\section*{Worked problem: lattice trapping of \{100\} and \{110\} cracks in tungsten, chain model}

\subsection*{Statement}

\textbf{Model.} Two parallel chains, sites $n\in\mathbb{Z}$, displacements normal to the crack plane $+u_n$ (upper chain) and $-u_n$ (lower chain). Neighbours along a chain are coupled by springs of stiffness $k$ (N/m). Facing sites are joined by a bond of stiffness $\kappa k$ that acts on the opening $2u_n$, snaps at $2u_n=\delta\equiv 2u_f$ and re-forms if the opening falls below $\delta$. Each site is tied by a weak spring $k/N$ to a grip displaced by $\pm U$. One site pair stands for the area $A$ of one surface atom. The bond energy equals the work of separation of that area:
\begin{equation}
W_b=\tfrac12\,\kappa k\,\delta^2=2\kappa k u_f^2=2\gamma A .
\label{eq:Wb}
\end{equation}

\textbf{Data for bcc W.}
Measured elastic constants at room temperature, compiled values (Blaschke): $C_{11}=522.39$ GPa, $C_{12}=204.37$ GPa, $C_{44}=160.58$ GPa.
Typical values: lattice constant $a=0.3165$ nm, surface energies $\gamma_{100}=4.0$ J/m$^2$ and $\gamma_{110}=3.3$ J/m$^2$.
Assumed model parameters: $\kappa_{100}=0.02$, $\kappa_{110}=0.125$, $N=1000$. The two $\kappa$ are effective numbers. They were chosen so that the upper limit lies 10 to 30 per cent above the Griffith load, a size typical of atomistic crack models, and so that \{100\} is the easier plane, as is typical of W. They are not predictions.

\textbf{Find.}
(a) The load range in which a crack is stationary, for any $N$ and for $N\to\infty$.
(b) The Griffith intensities $K_G$ of the two planes, mode I, plane strain.
(c) The limits $K_\pm$ for the assumed $\kappa$ and for $\kappa=1$; the effect of finite $N$.
(d) The condition under which \{100\} advances first although $\gamma_{100}>\gamma_{110}$.
(e) The barrier to advance by one cell at the Griffith load, against $k_BT$ at 293 K and 77 K.
(f) The value of $\kappa$ from a literal one-layer assignment on \{100\}.

Intermediate numbers carry guard digits; final intensities are given to three figures at most.

\subsection*{Solution}

\subsubsection*{(a) Trapping range}

Force balance on site $n$ of the upper chain, divided by $k$:
\begin{equation}
u_{n+1}-2u_n+u_{n-1}+\frac{U-u_n}{N}-2\kappa\,u_n\,\Theta(u_f-u_n)=0 .
\label{eq:eq}
\end{equation}
The factor 2 arises because the bond is stretched by $2u_n$.

\textbf{Griffith load.} Far behind the tip $u_n=U$ and no elastic energy is stored. Far ahead $u_\infty=U/(1+2\kappa N)$, and the energy per cell (two grip springs, one bond) is
\begin{equation}
e=\frac{k}{N}(U-u_\infty)^2+2\kappa k u_\infty^2=\frac{2\kappa k U^2}{1+2\kappa N}.
\end{equation}
Advance by one cell at fixed $U$ releases $e$ and costs $W_b$. Setting $e=W_b$ gives $U_G=u_f\sqrt{1+2\kappa N}$. The chain has no singular field, so $K$ enters through the energy release rate $G=e/A$ and the Irwin relation $G=K^2/E'$:
\begin{equation}
\Delta\equiv\frac{U}{U_G}=\sqrt{\frac{G}{2\gamma}}=\frac{K}{K_G}.
\end{equation}

\textbf{Static crack.} Bonds $n\ge0$ intact, $n\le-1$ broken. Equation \eqref{eq:eq} is linear on each side, with decaying solutions
\begin{equation}
u_n=u_\infty+P\,y^{n}\ (n\ge0),\qquad u_n=U-Q\,z^{-n}\ (n\le-1),
\end{equation}
\begin{equation}
y+\frac1y=2+2\kappa+\frac1N,\qquad z+\frac1z=2+\frac1N,\qquad 0<y<z<1 .
\label{eq:yz}
\end{equation}
The equation at $n=0$ contains $u_{-1}$ and that at $n=-1$ contains $u_0$, so both forms must agree at $n=0$ and at $n=-1$:
\begin{equation}
P+Q=U-u_\infty,\quad \frac{P}{y}+Qz=U-u_\infty
\quad\Rightarrow\quad P=(U-u_\infty)\,\frac{1-z}{1/y-z}.
\end{equation}
Write $z=e^{-\alpha}$, $y=e^{-\beta}$, $s_\alpha=\sinh(\alpha/2)$, $s_\beta=\sinh(\beta/2)$. Then $1/N=4s_\alpha^2$, $2\kappa+1/N=4s_\beta^2$, $u_\infty/U=s_\alpha^2/s_\beta^2$ and $u_f/U_G=s_\alpha/s_\beta$. Use
$s_\beta^2-s_\alpha^2=\sinh\frac{\beta+\alpha}{2}\sinh\frac{\beta-\alpha}{2}$, $\;1-z=2e^{-\alpha/2}s_\alpha$, $\;1/y-z=2e^{(\beta-\alpha)/2}\sinh\frac{\beta+\alpha}{2}$. This gives $P/U=(s_\alpha/s_\beta^2)\,e^{-\beta/2}\sinh\frac{\beta-\alpha}{2}$, and
\begin{equation}
\frac{u_0}{U}=\frac{s_\alpha}{s_\beta^2}\Big[s_\alpha+e^{-\beta/2}\sinh\frac{\beta-\alpha}{2}\Big]=\frac{s_\alpha}{s_\beta}\,e^{-(\beta-\alpha)/2}.
\end{equation}
For $u_{-1}=u_\infty+P/y$ the factor $e^{-\beta/2}$ in the bracket becomes $e^{+\beta/2}$ and the final exponent changes sign. Hence
\begin{equation}
u_0=u_f\,\Delta\sqrt{y/z},\qquad u_{-1}=u_f\,\Delta\sqrt{z/y}.
\end{equation}
The profile falls monotonically with $n$, so only these two bonds matter. The tip bond holds if $u_0<u_f$; the last broken bond stays open if $u_{-1}>u_f$. For every $N$,
\begin{equation}
\Delta_-=\sqrt{y/z}\;<\;\frac{K}{K_G}\;<\;\sqrt{z/y}=\Delta_+ .
\label{eq:exact}
\end{equation}
For weak grips, $N\to\infty$, $z\to1$:
\begin{equation}
y^{1/2}<\frac{K}{K_G}<y^{-1/2},\qquad y+\frac1y=2+2\kappa,\quad y<1 .
\label{eq:main}
\end{equation}
Since $(y^{-1/2}-y^{1/2})^2=2\kappa$ and $\Delta_+\Delta_-=1$,
\begin{equation}
\Delta_\pm=\sqrt{1+\kappa/2}\pm\sqrt{\kappa/2},\qquad \Delta_+-\Delta_-=\sqrt{2\kappa},\qquad \kappa=\tfrac12\big(\Delta_+-\Delta_+^{-1}\big)^2 .
\label{eq:closed}
\end{equation}
For $\kappa=1$, $y=2-\sqrt3$ and $\Delta_\pm=(\sqrt3\pm1)/\sqrt2$. As $\kappa\to0$ the range closes like $\sqrt{2\kappa}$: the opening then decays over $1/\beta\approx(2\kappa)^{-1/2}$ cells, many bonds share the load, and the discreteness fades. Above $\Delta_+$ the crack runs, below $\Delta_-$ it heals. If broken bonds cannot re-form, only the upper limit remains. The effect is lattice trapping (Thomson, Hsieh and Rana, 1971).

\subsubsection*{(b) Griffith intensities}

With $C'=(C_{11}-C_{12})/2=159.01$ GPa the Zener ratio is $C_{44}/C'=1.010$, so W is almost isotropic. Bulk modulus and Voigt shear modulus:
\begin{equation}
B=\frac{C_{11}+2C_{12}}{3}=310.38\ \mathrm{GPa},\qquad \mu=\frac{2C'+3C_{44}}{5}=159.95\ \mathrm{GPa}.
\end{equation}
Poisson ratio $\nu=(3B-2\mu)/[2(3B+\mu)]=0.280$. Plane-strain modulus:
\begin{equation}
E'=\frac{2\mu}{1-\nu}=\frac{4\mu(3B+\mu)}{3B+4\mu}=444.37\ \mathrm{GPa}.
\end{equation}
Size of the neglected anisotropy: the cubic stiffness lies between the isotropic ones with $\mu=C'$ and $\mu=C_{44}$, which give $E'=442.4$ GPa and $445.7$ GPa. The whole spread in $K_G$ is 0.4 per cent, small against the trapping. With $K_G=\sqrt{2\gamma E'}$:
\begin{align}
K_G^{100}&=\sqrt{2\,(4.0\ \mathrm{J/m^2})(444.37\times10^{9}\ \mathrm{Pa})}=1.885\ \mathrm{MPa\,m^{1/2}},\\
K_G^{110}&=\sqrt{2\,(3.3\ \mathrm{J/m^2})(444.37\times10^{9}\ \mathrm{Pa})}=1.713\ \mathrm{MPa\,m^{1/2}}.
\end{align}
Units: $\mathrm{J\,m^{-2}\,Pa=Pa^2\,m}$. Energy balance alone favours \{110\}.

\subsubsection*{(c) Limits of the stationary range}

For $N\to\infty$, $y=1+\kappa-\sqrt{\kappa^2+2\kappa}$ and $K_\pm=K_G\Delta_\pm$, in MPa\,m$^{1/2}$:

\begin{center}
\begin{tabular}{lcccccc}
plane & $\kappa$ & $y$ & $\Delta_-$ & $\Delta_+$ & $K_-$ & $K_+$\\ \hline
\{100\} & 0.02 & 0.8190 & 0.905 & 1.105 & 1.71 & 2.08\\
\{110\} & 0.125 & 0.6096 & 0.781 & 1.281 & 1.34 & 2.19\\
\{100\} & 1 & 0.2679 & 0.518 & 1.932 & 0.98 & 3.64\\
\{110\} & 1 & 0.2679 & 0.518 & 1.932 & 0.89 & 3.31\\
\end{tabular}
\end{center}

The widths $\sqrt{2\kappa}$ in the first two rows are 0.2 and 0.5 exactly. With equal $\kappa$ the Griffith order of the planes survives.

\textbf{Finite grips.} For $N\gg1$, $\ln\Delta_+=(\beta-\alpha)/2$ with $\alpha\approx N^{-1/2}$. The correction falls only as $N^{-1/2}$, and it must be compared with $\beta\approx\sqrt{2\kappa}$. The limit \eqref{eq:main} therefore needs $\sqrt{2\kappa N}\gg1$, not merely $N\gg1$. For $N=1000$, \eqref{eq:yz} gives $z=0.9689$, and \eqref{eq:exact} gives:

\begin{center}
\begin{tabular}{lccccc}
plane & $y$ & $\Delta_-$ & $\Delta_+$ & $K_-$ & $K_+$\\ \hline
\{100\} & 0.8170 & 0.918 & 1.089 & 1.73 & 2.05\\
\{110\} & 0.6090 & 0.793 & 1.261 & 1.36 & 2.16\\
\end{tabular}
\end{center}

The excess $\Delta_+-1$ drops by 15 per cent on \{100\} and by 7 per cent on \{110\}.

\subsubsection*{(d) Choice of plane}

Take two cracks, each normal to its own load, and compare them at equal $K$. A crack advances at $K_+$, not at $K_G$. With a common $E'$,
\begin{equation}
K_+^{100}<K_+^{110}\quad\Leftrightarrow\quad \frac{\Delta_+^{110}}{\Delta_+^{100}}>\sqrt{\frac{\gamma_{100}}{\gamma_{110}}}=1.101 .
\end{equation}
The assumed $\kappa$ give a left side of 1.159 for $N\to\infty$ and 1.158 for $N=1000$; $z$ cancels from the ratio. The inequality holds, by the choice of inputs. What the model does supply is the threshold. For $\kappa_{100}=0.02$ and $N\to\infty$ the \{110\} crack needs $\Delta_+^{110}>1.217$, and the last relation in \eqref{eq:closed} turns this into
\begin{equation}
\kappa_{110}>0.078 .
\end{equation}
Even with no trapping on \{100\}, $\kappa_{110}>0.019$ is required. Conversely, at the assumed $\kappa$ the order reverts to \{110\} once $\gamma_{100}/\gamma_{110}$ exceeds $1.34$; the inputs have $1.21$. The margin is narrow, and it rests on two-figure surface energies. An effective $\kappa$ also depends on the direction of the crack front within the plane, since the spacing and the tilt of the bonds met by the tip change. A Griffith criterion for an isotropic solid has no such dependence.

\subsubsection*{(e) Barrier to advance}

Pull site 0 from $u_0$ to $u_f$ and let all other sites relax. No other bond changes state on the way, so the response is harmonic. The stiffness per chain at site 0 has an on-site part $k(2\kappa+1/N)$, a part $k(1-y)$ from the intact side and a part $k(1-z)$ from the broken side. By \eqref{eq:yz} the sum is $k(1/y-z)$. Two chains move, so
\begin{equation}
E_\uparrow=k\Big(\frac1y-z\Big)(u_f-u_0)^2 .
\end{equation}
Subtracting the two relations in \eqref{eq:yz} gives $2\kappa=(1/y-z)(1-y/z)$. With \eqref{eq:Wb} and $y/z=\Delta_+^{-2}$,
\begin{equation}
\frac{E_\uparrow}{W_b}=\frac{(1-\Delta/\Delta_+)^2}{1-\Delta_+^{-2}},\qquad
\frac{E_\uparrow}{W_b}\Big|_{\Delta=1}=\frac{\Delta_+-1}{\Delta_++1}.
\end{equation}
The barrier vanishes at $\Delta_+$, as it must. Areas per surface atom: $A_{100}=a^2=0.1002$ nm$^2$, $A_{110}=a^2/\sqrt2=0.0708$ nm$^2$. Bond energies $W_b=2\gamma A$: $8.01\times10^{-19}$ J (5.00 eV) and $4.67\times10^{-19}$ J (2.92 eV). At the Griffith load and $N\to\infty$ the fractions are 0.0499 and 0.123, so
\begin{equation}
E_\uparrow^{100}=4.0\times10^{-20}\ \mathrm{J}\ (0.25\ \mathrm{eV}),\qquad
E_\uparrow^{110}=5.8\times10^{-20}\ \mathrm{J}\ (0.36\ \mathrm{eV}).
\end{equation}
For $N=1000$ these become $3.4\times10^{-20}$ J and $5.4\times10^{-20}$ J. Thermal energies: $k_BT=4.05\times10^{-21}$ J at 293 K and $1.06\times10^{-21}$ J at 77 K. The ratios $E_\uparrow/k_BT$ for $N\to\infty$ are 9.9 and 14 at 293 K, 38 and 54 at 77 K. These figures hold per cell of crack front. A straight front of many cells has a proportionally larger barrier and moves instead by kink pairs, whose energy the chain cannot give. The per-cell value sets only a scale: thermal activation erodes the range far more at 293 K than at 77 K.

\subsubsection*{(f) Literal assignment and its failure}

Take a cell $a\times a$ on \{100\}, layer spacing $d=a/2=0.158$ nm, and let each chain be one layer. The crossing bond is a slab in uniaxial strain; the chain passes the opening along by shear:
\begin{equation}
\kappa k=\frac{C_{11}a^2}{d}=331\ \mathrm{N/m},\qquad k=\frac{C_{44}\,a\,d}{a}=25.4\ \mathrm{N/m},\qquad \kappa=\frac{4C_{11}}{C_{44}}=13.0 .
\end{equation}
Then \eqref{eq:closed} gives $\Delta_+=5.3$, far outside the range for which the effective $\kappa$ were chosen. Two features of the model are at fault. First, one layer carries all the shear, whereas in a crystal the whole half-space shares it. Second, the force law is too sharp. By \eqref{eq:Wb} it snaps at $\delta=\sqrt{2W_b/(\kappa k)}=0.070$ nm, a strain $\delta/d=0.44$, from a traction $C_{11}\delta/d=230$ GPa. A smooth law $\sigma(x)=(C_{11}/d)\,x\,e^{-x/l}$ with the same initial slope and the same work has $(C_{11}/d)\,l^2=2\gamma$, so $l=\delta/\sqrt2$. Its peak, at $x=l$, is lower by the factor $1/(\sqrt2\,e)=0.26$, that is 60 GPa, and its force fades gradually over several $l$ instead of dropping at one point. Hence $\kappa$ serves as a label for the trapping width through \eqref{eq:closed}, not as a ratio of elastic constants.

\subsubsection*{Result}

In the weak-grip limit the model's cracks are stationary for $1.71<K<2.08$ MPa\,m$^{1/2}$ on \{100\} and $1.34<K<2.19$ MPa\,m$^{1/2}$ on \{110\}. These are the model's numbers, resting on typical $\gamma$ and assumed $\kappa$. The model is purely brittle and has no dislocations. As typical knowledge, W single crystals have a toughness of roughly 2.5 to 4 MPa\,m$^{1/2}$ near 77 K and 6 MPa\,m$^{1/2}$ or more at room temperature, so $K_+$ falls short by up to a factor of about two in the cold and by about three or more at room temperature, where crack-tip plasticity shields the tip.